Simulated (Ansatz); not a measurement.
# Volume thermal expansion of zinc-blende CdS at 2 GPa against temperature, from quasi-harmonic plane-wave phonons

The volume expansion coefficient of zinc-blende CdS is calculated with the RPBE functional at a fixed pressure of 2 GPa and at selected temperatures from 100 K upward. It is the relative change of cell volume per kelvin, so a positive value means that the crystal grows on heating. The question is how fast this coefficient rises and what drives the rise. CdS serves as a thin window or buffer layer in solar cells, where unequal expansion of layer and substrate leaves strain after cooling. The zinc-blende structure is imposed throughout: CdS is usually found as wurtzite at ambient pressure and turns to rock salt at a few GPa. The values therefore describe this structure under pressure, not the stable phase at each temperature.

## How the numbers were made

One crystal, CdS (zinc-blende), taken from a measured cell of the Crystallography Open Database (entry of the Crystallography Open Database; not the structure at ambient conditions), directly or through a relaxation at another level, and relaxed at 2 GPa. Ansatz 0.2.0 rows: plane waves, scalar-relativistic, no spin-orbit coupling, no spin, the program's default PAW potentials at 487 eV, a k mesh with a least product of divisions and cell-vector length of 34 Å, phonons by linear response on a 4×4×4 q mesh. The tabled runs alone: cutoff 487 eV, k length 34 Å, k mesh 8×8×8. Warnings of the programs on runs behind the rows: phonon interpolation lacks quadrupole term (all rows); thermal expansion settings (all rows). The rows are a selection of points from finer curves.

Notes on method and selection:

- Quasi-harmonic free energy over the symmetry-keeping strains of the cell, electrons included where there is no gap; no phonon-phonon terms beyond the dependence on the cell.
- The expansion converges slowly with the q mesh and runs high in soft ionic crystals; temperatures at which the program's estimate of the fit error passes a tenth of the linear coefficient plus 0.15·10⁻⁶/K, or the cell lies outside the strains at which phonons were computed, are left out.
- Runs that did not converge, have known faults or may not be shown are not listed, and runs on Ansatz's PAW sets soft_1 and soft_2 are kept to separate tables.

Columns:

- Cv (J/(mol K)): heat capacity at constant volume per mole of atoms.
- bulk modulus (GPa): isothermal bulk modulus.
- volume expansion (10⁻⁶/K): volume expansion coefficient.
- Grüneisen parameter: thermodynamic Grüneisen parameter α·B·V/Cv.

## Table of results

| member | temperature (K) | Cv (J/(mol K)) | bulk modulus (GPa) | volume expansion (10⁻⁶/K) | Grüneisen parameter |
| --- | --- | --- | --- | --- | --- |
| 100 K | 100 | 15.70 | 54.5 | 3.40 | 0.186 |
| 200 K | 200 | 21.60 | 53.4 | 13.61 | 0.531 |
| 300 K | 300 | 23.34 | 52.1 | 17.28 | 0.610 |
| 400 K | 400 | 24.02 | 50.9 | 19.24 | 0.646 |
| 500 K | 500 | 24.34 | 49.7 | 20.64 | 0.668 |
| 600 K | 600 | 24.53 | 48.5 | 21.84 | 0.686 |
| 700 K | 700 | ? | ? | ? | ? |
| 800 K | 800 | ? | ? | ? | ? |

Cells marked ? are withheld until the estimate has been made.

## Why the values move as they do

The expansion coefficient rises at every step shown, but ever more slowly. In units of 10⁻⁶/K, it gains 13.61 − 3.40 = 10.21 between 100 and 200 K, and only 21.84 − 20.64 = 1.20 between 500 and 600 K.

The relation $\alpha = \gamma C_V/(BV)$, with $V$ the volume per mole of atoms, divides the rise into its factors. From 100 to 300 K the coefficient grows by 17.28 / 3.40 = 5.08. The heat capacity supplies a factor of 23.34 / 15.70 = 1.49 and the Grüneisen parameter 0.610 / 0.186 = 3.28, while the softer bulk modulus adds about 5%. The filling of vibrational modes is thus the smaller part of the early rise; the larger part is the rise of the Grüneisen parameter, which points to a change in which modes are filled.

In tetrahedral semiconductors the low-lying transverse acoustic modes generally soften on compression. Their Grüneisen parameters are negative, and they pull the crystal together when excited. At 100 K they should hold a large share of the heat capacity and cancel much of the expansion due to other modes, which fits the low average of 0.186. Optical and longitudinal modes, which stiffen on compression, gain weight on heating and raise the average. The table gives only this average, not the contributions of single modes.

Above 300 K the heat capacity is close to its classical limit of about 25 J/(mol K) and adds only 5% up to 600 K. The Grüneisen parameter still grows by 12%, and the bulk modulus falls from 52.1 to 48.5 GPa, which makes the lattice easier to expand. These two changes keep the coefficient rising after the modes are nearly filled.

On this reading the coefficient at 100 K is what remains after a partial cancellation, and so is especially sensitive to errors in the acoustic phonons, including those from the finite q mesh and the missing quadrupole term.

## An estimate before looking

Plain estimates from the members shown:

- 700 K, mean of the 6 members shown: 16.00 10⁻⁶/K, standard deviation 6.2
- 800 K, mean of the 6 members shown: 16.00 10⁻⁶/K, standard deviation 6.2

The mean of the members lies below every value shown from 300 K upward and is unsuitable for a continuation to higher temperature. A form with a physical basis is $\alpha = a + bx - c/x^2$, with $x = T/(100\ \mathrm{K})$. The last term is the leading quantum correction to the classical heat capacity, and the linear term stands for the gradual softening of the lattice as it expands.

Between the rows at 400, 500 and 600 K the coefficient gains 20.64 − 19.24 = 1.40 and 21.84 − 20.64 = 1.20, in 10⁻⁶/K, while 1/x² falls by 1/16 − 1/25 = 0.0225 and 1/25 − 1/36 = 0.01222. Hence c = (1.40 − 1.20) / (0.0225 − 0.01222) = 19.46 and b = 1.40 − 19.46 × 0.0225 = 0.962. Continued from 600 K, the form yields

- 700 K: 21.84 + 0.962 + 19.46 × (1/36 − 1/49) = 22.95
- 800 K: 21.84 + 2 × 0.962 + 19.46 × (1/36 − 1/64) = 24.00

The same procedure was tried on known rows. Fixed at 300, 400 and 500 K, with a first gain of 19.24 − 17.28 = 1.96 and a first fall in 1/x² of 1/9 − 1/16 = 0.04861, it has c = (1.96 − 1.40) / (0.04861 − 0.0225) = 21.45 and b = 1.40 − 21.45 × 0.0225 = 0.917, and gives 20.64 + 0.917 + 21.45 × (1/25 − 1/36) = 21.82 at 600 K, against 21.84 in the table. Fixed at 200, 300 and 400 K, with a first gain of 17.28 − 13.61 = 3.67 and a first fall in 1/x² of 1/4 − 1/9 = 0.13889, it has c = (3.67 − 1.96) / (0.13889 − 0.04861) = 18.94 and b = 1.96 − 18.94 × 0.04861 = 1.039. It then gives 19.24 + 1.039 + 18.94 × (1/16 − 1/25) = 20.71 at 500 K and 19.24 + 2 × 1.039 + 18.94 × (1/16 − 1/36) = 21.98 at 600 K, which is too high by 0.07 and 0.14. The larger one-step miss, 0.07, is taken as the error at 700 K, and the two-step miss, 0.14, as that at 800 K. A faster softening of the lattice near the upper end would place the true rows above these estimates.

**Committed estimate, 700 K: volume expansion = 22.95 ± 0.07 10⁻⁶/K.**  
**Committed estimate, 800 K: volume expansion = 24.00 ± 0.14 10⁻⁶/K.**

## Check

| member | temperature (K) | Cv (J/(mol K)) | bulk modulus (GPa) | volume expansion (10⁻⁶/K) | Grüneisen parameter |
| --- | --- | --- | --- | --- | --- |
| 700 K | 700 | 24.64 | 47.3 | 22.97 | 0.703 |
| 800 K | 800 | 24.71 | 46.1 | 24.07 | 0.718 |

| member | estimate | volume expansion (10⁻⁶/K) | computed | estimate − computed | miss in error bars |
| --- | --- | --- | --- | --- | --- |
| 700 K | committed | 22.95 | 22.97 | −0.02 | 0.3 |
| 700 K | mean | 16.00 | 22.97 | −6.97 |  |
| 800 K | committed | 24.00 | 24.07 | −0.07 | 0.5 |
| 800 K | mean | 16.00 | 24.07 | −8.07 |  |

Both estimates fall inside their error bars. They are low by 0.02 × 10⁻⁶/K at 700 K and by 0.07 × 10⁻⁶/K at 800 K, whereas the mean of the earlier members is low by 6.97 and 8.07. The two successes are not independent, since they continue the same curve.

The assumption of a steady rise plus a fading quantum correction held. The suggested faster softening did not appear: the bulk modulus falls by 1.2 GPa in each 100 K step from 300 to 800 K.

From 600 to 800 K the heat capacity grows by a factor of only 24.71 / 24.53 = 1.007. The Grüneisen parameter grows by 0.718 / 0.686 = 1.047, and the lower bulk modulus contributes 48.5 / 46.1 = 1.052. The late rise is therefore shared almost equally between the last two. This is a division of the computed coefficient by its defining relation, not a separate test of the cause.

## Outliers

The 100 K member stands apart. With $a$ = 19.24 − 4 × 0.96 + 19.5 / 16 = 16.62, the form used for the estimates gives 16.62 + 0.96 − 19.5 = −1.92 there, against 3.40 in the table, both in units of 10⁻⁶/K. The row lies 3.40 + 1.92 = 5.32 above the form, in the same unit.

The likeliest reason is the form itself. It keeps only the first quantum correction, which grows as $1/T^2$ on cooling and overstates the loss of thermal energy once many modes are frozen. The next term in the heat capacity of a harmonic mode is positive, which is the sign required for modes that favour expansion. The departure is thus no sign of a faulty run.

At 200 K the same form gives 16.62 + 2 × 0.96 − 19.5 / 4 = 13.67, close to the tabled 13.61. The neglected terms need not be small at that temperature, so this agreement may rest partly on cancellation. The rows from 300 K upward follow the form to within 0.1 × 10⁻⁶/K.

## Closing remarks

For this crystal at 2 GPa, three neighbouring rows from 200 K upward predict the next one, 100 K higher, to within 0.07 × 10⁻⁶/K in the three cases tried. This is the precision of continuing the computed series, not its accuracy against experiment.

With straight lines between the rows, heating from 300 to 800 K enlarges the volume by 100 × (17.28/2 + 19.24 + 20.64 + 21.84 + 22.97 + 24.07/2) × 10⁻⁶ = 0.0105, or 1.05%. In a cubic crystal each edge lengthens by a third of that, 1.05 / 3 = 0.35%.

Phonon-phonon terms beyond the dependence on the cell are left out and may outweigh the small misses of the estimate, most of all at high temperature, and their sign is not fixed in advance. The RPBE functional tends to make lattices too soft, which favours too large an expansion.
